**Polarisability and C6 of N⁺, P⁺, As⁺, O⁺, S⁺ and Se⁺: screening, size and one-pole models**

The table holds static polarisabilities, anisotropies, C6, S(−4) and London frequencies from unrestricted, non-relativistic coupled PBE0 response in def2-TZVPPD (PySCF). The program compares Slater-screened radii with the valence p radii of the runs, fits a power law of α in that radius to all six rows, and tests a one-pole model with Pauli-blocked s–p pairs as well as one-pole and Slater–Kirkwood formulas for C6. Slater's rules give the radius ratios across each period within 1%, the power law fits α within 5%, and the one-pole model brackets the fall from group 15 to 16 while erring widely on absolute values. The one-pole C6 is 4 to 6% low in periods 3 and 4 and about 20% low in period 2. The basis recovers under a third of the oscillator-strength sum for As⁺ and Se⁺, so their C6 and frequencies are less secure.

Calculated values. PySCF 2.14.0, unrestricted PBE0/def2-TZVPPD, non-relativistic with a point nucleus, for ground-state singly charged cations of groups 15 and 16, each as one real determinant of highest spin. The polarisability is the static mean of three components from coupled response; C6 is for two like ions, by the Casimir–Polder integral, and S(−4) is a Cauchy moment.

## Program and output

```python
# Table: static polarisability, C6, S(-4) and London frequency w of N+ P+ As+ O+ S+ Se+;
# PySCF, unrestricted PBE0 coupled response, def2-TZVPPD, non-relativistic.
# Tested: Slater screening for np radii, one-pole (Kirkwood) alpha with blocked s-p pairs,
# a power law in the radius, and one-pole and Slater-Kirkwood formulas for C6.
T = {
    'species': ['N+', 'P+', 'As+', 'O+', 'S+', 'Se+'],
    'Z': [7, 15, 33, 8, 16, 34],
    'N': [6, 14, 32, 7, 15, 33],
    'config': ['[He] 2s2 2p2', '[Ne] 3s2 3p2', '[Ar] 3d10 4s2 4p2', '[He] 2s2 2p3', '[Ne] 3s2 3p3', '[Ar] 3d10 4s2 4p3'],
    'alpha': [3.866, 14.4, 17.29, 2.61, 10.85, 14.32],  # bohr^3
    'aniso': [1.01, 1.06, 1.12, 1.0, 1.0, 1.0],
    'c6': [8.286, 74.36, 105.5, 5.036, 53.32, 87.49],  # hartree bohr^6
    's4': [10.5, 68.2, 87.2, 4.32, 33.1, 49.5],  # a.u.
    'w': [0.739, 0.478, 0.47, 0.985, 0.604, 0.569],  # hartree
}
import numpy as np
from scipy.optimize import brentq
sp = list(T['species'])
Z, N, al, c6, s4, w = [np.array(T[k], float) for k in ('Z', 'N', 'alpha', 'c6', 's4', 'w')]
# further outputs of the same runs: valence s and p rms radii (bohr), S(0), xx and yy of alpha
X = {'N+': (1.368837, 1.399678, 4.620907, 3.887645, 3.855739),
     'P+': (1.964729, 2.290449, 11.74604, 13.83609, 14.67793),
     'As+': (2.046875, 2.486333, 8.762711, 16.03855, 17.92306),
     'O+': (1.197346, 1.218031, 5.617589, 2.610234, 2.610234),
     'S+': (1.769699, 2.026999, 12.79684, 10.85171, 10.85171),
     'Se+': (1.905774, 2.256774, 9.225811, 14.32317, 14.32317)}
rs, rp, S0, xx, yy = np.array([X[s] for s in sp]).T
per = np.where(Z < 11, 2, np.where(Z < 19, 3, 4))
nv = N - np.array([{2: 2, 3: 10, 4: 28}[p] for p in per])
# Slater's rules (standard recalled constants 0.35, 0.85, 1.00; n* = 2, 3, 3.7)
zeff = Z - np.array([{2: 0.85*2, 3: 2 + 0.85*8, 4: 10 + 0.85*18}[p] for p in per]) - 0.35*(nv - 1)
ns = np.array([{2: 2.0, 3: 3.0, 4: 3.7}[p] for p in per])
rsl = np.sqrt((2*ns + 1)*(2*ns + 2))/2*ns/zeff
kirk = lambda k: 4/9*(2*rs**2 + (nv - 2)*rp**2 - 2/3*(nv - 2)*k*rs**2)**2/nv
p, lc = np.polyfit(np.log(rp), np.log(al), 1)
pw = np.exp(lc)*rp**p
print(f"Power law alpha = {np.exp(lc):.2f} r_p^{p:.2f} (bohr^3, r_p in bohr)")
print("ion Zeff | r_p run, Slater (bohr), err % | alpha err %: power, one-pole k=0, k=1")
for i, s in enumerate(sp):
    print(f"{s:3s} {zeff[i]:.2f} | {rp[i]:.3f} {rsl[i]:.3f} {100*(rsl[i]/rp[i]-1):+.1f} | "
          f"{100*(pw[i]/al[i]-1):+.1f} {100*(kirk(0)[i]/al[i]-1):+.0f} {100*(kirk(1)[i]/al[i]-1):+.0f}")
print("Worst power-law row:", sp[int(np.argmax(abs(pw/al - 1)))], "; rounding of alpha below 0.05 %")
ix = sp.index
print("Across, group 16 over 15: alpha (fall %), one-pole k=0, k=1, matching k | power")
for a, b in (('N+', 'O+'), ('P+', 'S+'), ('As+', 'Se+')):
    i, j = ix(a), ix(b)
    r = al[j]/al[i]
    f = lambda k: kirk(k)[j]/kirk(k)[i]
    assert f(1) < r < f(0) < 1
    assert abs((rsl[j]/rsl[i])/(rp[j]/rp[i]) - 1) < 0.01
    print(f"{b}/{a}: {r:.3f} ({100*(1-r):.0f}) {f(0):.3f} {f(1):.3f} k={brentq(lambda k: f(k)-r, 0, 1):.2f} | {pw[j]/pw[i]:.3f}")
    print(f"   r_p ratio run {rp[j]/rp[i]:.3f}, Slater {rsl[j]/rsl[i]:.3f}; C6 {c6[j]/c6[i]:.3f}; w {w[j]/w[i]:.3f}")
print("Down, ratios: alpha, C6, w | r_p run, Slater")
for a, b in (('N+', 'P+'), ('P+', 'As+'), ('O+', 'S+'), ('S+', 'Se+')):
    i, j = ix(a), ix(b)
    extra = f", if 3d10 screened fully {rsl[j]*zeff[j]/(zeff[j]-1.5)/rsl[i]:.2f}" if per[j] == 4 else ""
    print(f"{b}/{a}: {al[j]/al[i]:.2f} {c6[j]/c6[i]:.2f} {w[j]/w[i]:.3f} | {rp[j]/rp[i]:.3f} {rsl[j]/rsl[i]:.3f}{extra}")
w0 = np.sqrt(al/s4)
assert np.all(w0 < w)
print("ion w0=sqrt(alpha/S(-4)) (hartree), w/w0 | C6 err %: one pole, Slater-Kirkwood Nval")
for i, s in enumerate(sp):
    e1, e2 = 0.75*al[i]**2*w0[i]/c6[i] - 1, 0.75*np.sqrt(nv[i])*al[i]**1.5/c6[i] - 1
    print(f"{s:3s} {w0[i]:.3f} {w[i]/w0[i]:.3f} | {100*e1:+.1f} {100*e2:+.1f}")
print(f"Rounding of S(-4) moves w0 by at most {100*0.5*0.05/s4[ix('N+')]:.2f} %")
print("ion Nval, Neff = alpha w^2, Neff/Nval | S(0)/N, missing strength N - S(0)")
for i, s in enumerate(sp):
    ne = al[i]*w[i]**2
    print(f"{s:3s} {nv[i]:.0f} {ne:.2f} {ne/nv[i]:.2f} | {S0[i]/N[i]:.2f} {N[i]-S0[i]:.1f}")
dw = 1 - w[ix('As+')]/w[ix('P+')]
print(f"w of As+ below P+ by {100*dw:.1f} %; matched by {100*dw/2:.1f} % of alpha missing at high frequency")
print("p2 ions: xx/yy, r_s/r_p, k above which xx exceeds yy in the model")
for s in ('N+', 'P+', 'As+'):
    i = ix(s)
    print(f"{s:3s} {xx[i]/yy[i]:.3f} {rs[i]/rp[i]:.3f} {0.6*(rp[i]/rs[i])**2:.2f}")
assert xx[ix('N+')] > yy[ix('N+')] and xx[ix('P+')] < yy[ix('P+')] and xx[ix('As+')] < yy[ix('As+')]
```

Printed output:

```
Power law alpha = 1.56 r_p^2.69 (bohr^3, r_p in bohr)
ion Zeff | r_p run, Slater (bohr), err % | alpha err %: power, one-pole k=0, k=1
N+  4.25 | 1.400 1.289 -7.9 | -0.3 +69 -23
P+  5.15 | 2.290 2.180 -4.8 | +0.7 +156 +32
As+ 6.65 | 2.486 2.472 -0.6 | +4.6 +177 +48
O+  4.90 | 1.218 1.118 -8.2 | +1.6 +82 -33
S+  5.80 | 2.027 1.935 -4.5 | -3.8 +183 +24
Se+ 7.30 | 2.257 2.252 -0.2 | -2.7 +215 +45
Worst power-law row: As+ ; rounding of alpha below 0.05 %
Across, group 16 over 15: alpha (fall %), one-pole k=0, k=1, matching k | power
O+/N+: 0.675 (32) 0.729 0.594 k=0.48 | 0.688
   r_p ratio run 0.870, Slater 0.867; C6 0.608; w 1.333
S+/P+: 0.753 (25) 0.833 0.712 k=0.72 | 0.720
   r_p ratio run 0.885, Slater 0.888; C6 0.717; w 1.264
Se+/As+: 0.828 (17) 0.945 0.813 k=0.91 | 0.771
   r_p ratio run 0.908, Slater 0.911; C6 0.829; w 1.211
Down, ratios: alpha, C6, w | r_p run, Slater
P+/N+: 3.72 8.97 0.647 | 1.636 1.691
As+/P+: 1.20 1.42 0.983 | 1.086 1.134, if 3d10 screened fully 1.46
S+/O+: 4.16 10.59 0.613 | 1.664 1.731
Se+/S+: 1.32 1.64 0.942 | 1.113 1.164, if 3d10 screened fully 1.46
ion w0=sqrt(alpha/S(-4)) (hartree), w/w0 | C6 err %: one pole, Slater-Kirkwood Nval
N+  0.607 1.218 | -17.9 +37.6
P+  0.460 1.040 | -3.9 +10.2
As+ 0.445 1.056 | -5.4 +2.2
O+  0.777 1.267 | -21.1 +40.4
S+  0.573 1.055 | -5.2 +12.4
Se+ 0.538 1.058 | -5.5 +3.9
Rounding of S(-4) moves w0 by at most 0.24 %
ion Nval, Neff = alpha w^2, Neff/Nval | S(0)/N, missing strength N - S(0)
N+  4 2.11 0.53 | 0.77 1.4
P+  4 3.29 0.82 | 0.84 2.3
As+ 4 3.82 0.95 | 0.27 23.2
O+  5 2.53 0.51 | 0.80 1.4
S+  5 3.96 0.79 | 0.85 2.2
Se+ 5 4.64 0.93 | 0.28 23.8
w of As+ below P+ by 1.7 %; matched by 0.8 % of alpha missing at high frequency
p2 ions: xx/yy, r_s/r_p, k above which xx exceeds yy in the model
N+  1.008 0.978 0.63
P+  0.943 0.858 0.82
As+ 0.895 0.823 0.89
```
